# The Thouless minimum principle and paired trial vectors

## Premises

Take a closed-shell ground state at 0 K with real orbitals and an adiabatic (frequency-independent) kernel, in a finite space of $n$ occupied-to-virtual transitions $i\to a$. Excitation energies $\omega$, in eV, solve

$$E\,z=\omega\,\Sigma\,z,\qquad E=\begin{pmatrix}A&B\\B&A\end{pmatrix},\quad \Sigma=\begin{pmatrix}1&0\\0&-1\end{pmatrix},\quad z=\begin{pmatrix}X\\Y\end{pmatrix}.$$

Two premises carry the whole proof.

1. $A$ and $B$ are real symmetric $n\times n$ matrices.
2. $M=A+B$ and $K=A-B$ are positive definite.

For a kernel without exact exchange, $A=\mathrm{diag}(\varepsilon_a-\varepsilon_i)+\kappa$ and $B=\kappa$. Here $\kappa=\kappa^{\uparrow\uparrow}+\kappa^{\uparrow\downarrow}$ for singlets and $\kappa^{\uparrow\uparrow}-\kappa^{\uparrow\downarrow}$ for triplets, where $\kappa^{\sigma\sigma'}$ holds the matrix elements of the Hartree plus exchange-correlation kernel between orbital products. $K$ is then the diagonal matrix of orbital gaps. The proof does not need this form. Spin and spatial symmetry split $E$ into blocks, and every statement below holds in each block separately.

## Step 1: sum and difference variables

The two rows read $AX+BY=\omega X$ and $BX+AY=-\omega Y$.

**Predict:** put $p=X+Y$ and $q=X-Y$. Which of them stands on the right when the rows are added?

The sum is $(A+B)(X+Y)=\omega(X-Y)$ and the difference is $(A-B)(X-Y)=\omega(X+Y)$, so the variables cross:

$$Mp=\omega q,\qquad Kq=\omega p .$$

The substitution $q\to-q$, $\omega\to-\omega$ leaves both equations intact. It swaps $X$ and $Y$: if $(X,Y)$ belongs to $\omega$, then $(Y,X)$ belongs to $-\omega$.

## Step 2: the roots are inverse singular values

Premise 2 provides symmetric, invertible square roots. Define

$$u=M^{1/2}p,\qquad v=K^{1/2}q,\qquad G=M^{-1/2}K^{-1/2}.$$

Multiplying $Mp=\omega q$ by $M^{-1/2}$ gives $u=\omega Gv$. Multiplying $Kq=\omega p$ by $K^{-1/2}$ gives $v=\omega G^{T}u$. Inserting the first into the second yields $v=\omega^2G^TGv$, with $v\neq0$ for any nonzero solution. The matrix $G^TG=K^{-1/2}M^{-1}K^{-1/2}$ is positive definite, with eigenvalues $\sigma_1^2\ge\dots\ge\sigma_n^2>0$. Conversely each eigenvector $v_k$, with $u_k=\pm Gv_k/\sigma_k$, solves both equations. All $2n$ roots are therefore real and paired, $\pm\omega_k$ with $\omega_k=1/\sigma_k$, and the lowest excitation is $\omega_1=1/\sigma_1$. Inverting $G^TG$ shows that the $\omega_k^2$ are the eigenvalues of $K^{1/2}MK^{1/2}$, which is similar to $KM$.

## Step 3: the minimum principle

For real $p,q$ with $p\cdot q\ne0$ define

$$R(p,q)=\frac{p^TMp+q^TKq}{2\,|p\cdot q|}=\frac{|u|^2+|v|^2}{2\,|u^TGv|}.$$

The second form uses $p\cdot q=u^TM^{-1/2}K^{-1/2}v=u^TGv$.

**Predict:** three elementary inequalities bound the denominator from above. Name them before reading on.

- Cauchy–Schwarz: $|u^TGv|\le|u|\,|Gv|$.
- Largest eigenvalue: $|Gv|^2=v^TG^TGv\le\sigma_1^2|v|^2$.
- Means: $2|u||v|\le|u|^2+|v|^2$, because $(|u|-|v|)^2\ge0$.

Chained, they give $2|u^TGv|\le\sigma_1(|u|^2+|v|^2)$, that is $R\ge1/\sigma_1=\omega_1$. Equality needs all three to be sharp: $v$ in the $\sigma_1$ eigenspace of $G^TG$, $u$ parallel to $Gv$, and $|u|=|v|$. That means $u=\pm Gv/\sigma_1$, the solution for $+\omega_1$ or its partner. The bound is attained, and this is the principle of Thouless (1961):

$$\omega_1=\min_{p\cdot q\neq0}\frac{p^T(A+B)p+q^T(A-B)q}{2\,|p\cdot q|}.$$

The modulus lets both partners qualify, since $p^TMp=\omega\,p\cdot q$ ties the sign of $p\cdot q$ to that of $\omega$.

For $p\cdot q>0$ the gradients are $\partial R/\partial p=(Mp-Rq)/(p\cdot q)$ and $\partial R/\partial q=(Kq-Rp)/(p\cdot q)$. They vanish exactly on the solutions of Step 1 with $\omega=R$. Every positive root is thus a stationary value, and a first-order deviation of the vector shifts $R$ only in second order.

One freedom can be removed by hand. Write $m=p^TMp$ and $k=q^TKq$. The rescaling $p\to tp$, $q\to q/t$ keeps $p\cdot q$ and turns the numerator into $t^2m+k/t^2$, which is least at $t^4=k/m$:

$$\omega_1\le R^*(p,q)=\frac{\sqrt{mk}}{|p\cdot q|}\le R(p,q).$$

## Step 4: the Tamm–Dancoff bound

Expanding in $X$ and $Y$, the mixed terms in $A$ cancel and those in $B$ add:

$$p^TMp+q^TKq=2\,(X^TAX+Y^TAY+2X^TBY)=2z^TEz,$$

$$p\cdot q=X\cdot X-Y\cdot Y=z^T\Sigma z .$$

So $R=z^TEz/|z^T\Sigma z|$, and $E$ is positive definite.

**Predict:** what does $R$ become for $Y=0$, and in which direction does the resulting inequality run?

It becomes $X^TAX/X\cdot X$, the Rayleigh quotient of $A$, whose minimum is the lowest Tamm–Dancoff (TDA) root. A minimum over the subset $Y=0$ cannot lie below the minimum over all vectors, hence

$$\omega_1\le\omega_1^{\rm TDA}.$$

Equality requires $(X,0)$ to solve the full problem, and the second row then demands $BX=0$. For a normalised TDA eigenvector, $p=q=X$ and $\omega_1^{\rm TDA}=(m+k)/2$, so the rescaled bound lies lower by $(m+k)/2-\sqrt{mk}=\tfrac12(\sqrt m-\sqrt k)^2$. The inequality orders two roots of the same $A$ and $B$. It says nothing about which lies closer to the true excitation energy.

## Step 5: paired subspaces

Let a subspace contain trial vectors $(X_j,Y_j)$ together with their partners $(Y_j,X_j)$, the construction of Olsen, Jensen and Jørgensen (1988). Sums and differences of partners give the equivalent spanning set $(p_j,p_j)$ and $(q_j,-q_j)$. Collect linearly independent $p_j$ as the columns of $P$ and linearly independent $q_j$ as the columns of $Q$. A general element is $z=\tfrac12(Pa+Qb,\;Pa-Qb)$, which has $p=Pa$ and $q=Qb$ with independent $a$ and $b$.

Require $(E-w\Sigma)z$ to be orthogonal to the subspace. Projection on $(p_j,p_j)$ adds the two rows and projection on $(q_j,-q_j)$ subtracts them:

$$\tilde Ma=wSb,\qquad\tilde Kb=wS^Ta,\qquad \tilde M=P^TMP,\quad\tilde K=Q^TKQ,\quad S=P^TQ .$$

$\tilde M$ and $\tilde K$ inherit positive definiteness, since $a^T\tilde Ma=(Pa)^TM(Pa)>0$ for $a\ne0$. Step 2 repeats with $\tilde G=\tilde M^{-1/2}S\tilde K^{-1/2}$. The finite roots are real pairs $\pm w_k=\pm1/\tilde\sigma_k$, one for each nonzero singular value of $\tilde G$. A zero singular value gives no finite root.

**Predict:** Step 3 gives $w_1\ge\omega_1$ at once, because $w_1$ is a value of $R$. Is $w_2\ge\omega_2$ as well?

It is. The matrices $U=M^{1/2}P\tilde M^{-1/2}$ and $V=K^{1/2}Q\tilde K^{-1/2}$ have orthonormal columns, for example $U^TU=\tilde M^{-1/2}P^TMP\tilde M^{-1/2}=1$. Multiplying out gives $U^TGV=\tilde M^{-1/2}P^TQ\tilde K^{-1/2}=\tilde G$. The Courant–Fischer theorem applied to $G^TG$ states that $\sigma_k$ is the maximum, over $k$-dimensional spaces, of the minimum of $|Gv|/|v|$. On the span of the top $k$ eigenvectors of $\tilde G^T\tilde G$ every $c$ obeys

$$\tilde\sigma_k|c|\le|U^TGVc|\le|GVc|,\qquad|Vc|=|c| .$$

The image under $V$ is a $k$-dimensional space on which $|Gv|/|v|\ge\tilde\sigma_k$, so $\sigma_k\ge\tilde\sigma_k$ and

$$w_k\ge\omega_k\quad\text{for every finite } w_k .$$

A smaller paired subspace stands to a larger one as it stands to the full space, so each $w_k$ can only fall as vectors are added.

**Predict:** which of the three properties (real, bounded, paired) is lost if the partners are left out?

Only the pairing. Write the problem as $\Sigma z=\mu Ez$ with $\mu=1/\omega$. This is a symmetric problem with positive definite metric $E$, so projecting $\Sigma$ and $E$ separately on any subspace gives real $\tilde\mu$, and Courant–Fischer gives $\tilde\mu_k\le\mu_k$ counted from the top. The subspace $Y=0$ is one such case and yields $\omega_k\le\omega_k^{\rm TDA}$ for all $k$. Pairing adds three things. The roots keep the $\pm$ symmetry. The bound is at least as low, because the subspace is larger. The partner costs no new matrix-vector product, because $E(Y,X)$ is $E(X,Y)$ with its halves swapped. For one seed vector, $P$ and $Q$ are single columns and the equations give $w^2=mk/(p\cdot q)^2$, so pairing performs the rescaling of Step 3.

Reality and the bound do fail if the non-symmetric product $\Sigma E$ is projected on an orthonormal basis. With unit vectors $e_1,e_2$, the basis $(e_1,e_1)/\sqrt2$, $(e_2,-e_2)/\sqrt2$ gives zero diagonal elements and off-diagonal elements $K_{12}$ and $M_{12}$. The roots $\pm\sqrt{K_{12}M_{12}}$ are imaginary for $|B_{12}|>|A_{12}|$ and zero, below $\omega_1$, for diagonal $K$.

## Range of validity

- **Stability.** Suppose $K$ stays positive definite while $M$ acquires a direction with $m<0$. Then $t^2m+k/t^2\to-\infty$ for large $t$, and $R$ has no minimum. $K^{1/2}MK^{1/2}$ has the same number of negative eigenvalues as $M$ (it is congruent to it), so an imaginary pair appears. A subspace that misses this direction still returns real roots, which then bound nothing.
- **Gap.** A vanishing orbital gap makes the diagonal $K$ singular, and $K^{-1/2}$ does not exist.
- **Adiabatic kernel.** With $\kappa(\omega)$ the problem is nonlinear and the proof does not apply. States of doubly excited character, such as $2p^2$ in Be, are absent from the adiabatic spectrum.
- **Real orbitals.** Magnetic fields or spin-orbit coupling make the matrices complex, and the $p,q$ form above must be replaced.
- **Meaning.** The bounds refer to the roots of the given $A$ and $B$ in one symmetry block, not to the excitation energies of the atom.

## Illustration: a model of Be $2s\to 2p$

Freeze the $1s$ shell and keep two transitions of $p_z$ symmetry, $e_1=2s\to2p_z$ and $e_2=2s\to3p_z$. All inputs are assumed, in eV:

$$K=\begin{pmatrix}3.6&0\\0&7.3\end{pmatrix},\qquad \kappa^{S}=\begin{pmatrix}2.2&0.6\\0.6&0.3\end{pmatrix},\qquad \kappa^{T}=-\begin{pmatrix}0.8&0.2\\0.2&0.1\end{pmatrix}.$$

The gaps are of the size typical of Kohn–Sham orbital gaps in Be. The couplings were chosen so that the lowest roots fall near the typical Be values of about 5.3 eV (singlet $^1P$) and 2.7 eV (triplet $^3P$), so the outcome tests no kernel. Three decimals are printed to show the ordering within the model.

With $M=K+2\kappa$ and $A=K+\kappa$:

$$M^S=\begin{pmatrix}8.0&1.2\\1.2&7.9\end{pmatrix},\quad A^S=\begin{pmatrix}5.8&0.6\\0.6&7.6\end{pmatrix},$$

$$M^T=\begin{pmatrix}2.0&-0.4\\-0.4&7.1\end{pmatrix},\quad A^T=\begin{pmatrix}2.8&-0.2\\-0.2&7.2\end{pmatrix}.$$

The labels $S$ and $T$ here denote the spin block. The diagonals are positive and $\det M$ is 61.76 eV² (singlet) and 14.04 eV² (triplet), so premise 2 holds.

*Full roots.* The $\omega^2$ solve $x^2-\mathrm{tr}(KM)\,x+\det(KM)=0$. For the singlet the trace is 86.47 eV² and the determinant 1623.05 eV⁴, which gives $\omega^2=27.544$ and $58.926$ eV². For the triplet 59.03 eV² and 368.97 eV⁴ give $7.106$ and $51.924$ eV².

*Seed $e_1$.* Unpaired, $R=A_{11}$. Paired, $w^2=M_{11}K_{11}$, which is 28.8 and 7.2 eV².

*Seed from TDA.* The lowest eigenvector of $A$ has $X_2/X_1=-0.303$ (singlet) and $0.045$ (triplet). Normalised, it gives $(m,k)=(7.326,\,3.911)$ and $(1.974,\,3.608)$ eV.

*One relaxation step.* At fixed $q$ the condition $\partial R/\partial p=0$ requires $p\propto M^{-1}q$, and then $R^{*2}=q^TKq/q^TM^{-1}q$. For $q=e_1$ this equals $K_{11}\det M/M_{22}$, which is 28.144 and 7.119 eV².

**Predict:** rank the following trial spaces before reading the numbers. Which places does the theory fix?

| Trial space | Singlet (eV) | Triplet (eV) |
|---|---|---|
| $(e_1,0)$ alone | 5.800 | 2.800 |
| all $Y=0$ (TDA) | 5.618 | 2.791 |
| $e_1$ paired | 5.367 | 2.683 |
| TDA vector paired | 5.353 | 2.669 |
| $q=e_1$, $p=M^{-1}e_1$ | 5.305 | 2.668 |
| full, $\omega_1$ | 5.248 | 2.666 |

The theory puts the last row lowest, row 2 below row 1, row 3 below row 1, row 4 below row 2 and row 5 below row 3. The other orderings depend on the inputs. Pairing the TDA vector lowers the bound by 0.27 eV and 0.12 eV, out of differences between TDA and full response of 0.370 eV and 0.125 eV. The second roots obey the ordering too: 7.676 against 7.782 eV (TDA) for the singlet, 7.206 against 7.209 eV for the triplet.

Truncating the transition space is itself a paired projection, with $P=Q$. Row 3 is the full response of the one-transition model, and adding $e_2$ lowered it by 0.12 eV and 0.02 eV. The omitted higher $p$ and $1s$ transitions can only lower the roots further at fixed matrix elements. Their effect is not computed here, and the singlet shift of 0.12 eV from one added transition is already about a third of the TDA difference.

**Predict:** scale the triplet coupling, $\kappa^T\to\lambda\kappa^T$. Does the paired seed $e_1$ signal the instability on time?

It signals late. In eV², $\det(K+2\lambda\kappa^T)=0.16\lambda^2-12.4\lambda+26.28$, which first vanishes at $\lambda=2.18$, whereas $M_{11}$ vanishes only at $\lambda=2.25$. At $\lambda=2.2$ the model's full root has $\omega_1^2=-0.117$ eV², yet the paired seed returns a real 0.537 eV and TDA returns 1.80 eV. Premise 2 has to be verified in the full space. At $\lambda=1$ it holds, and the model's lowest excitations are 5.248 eV for the singlet and 2.666 eV for the triplet, each below all of its subspace estimates.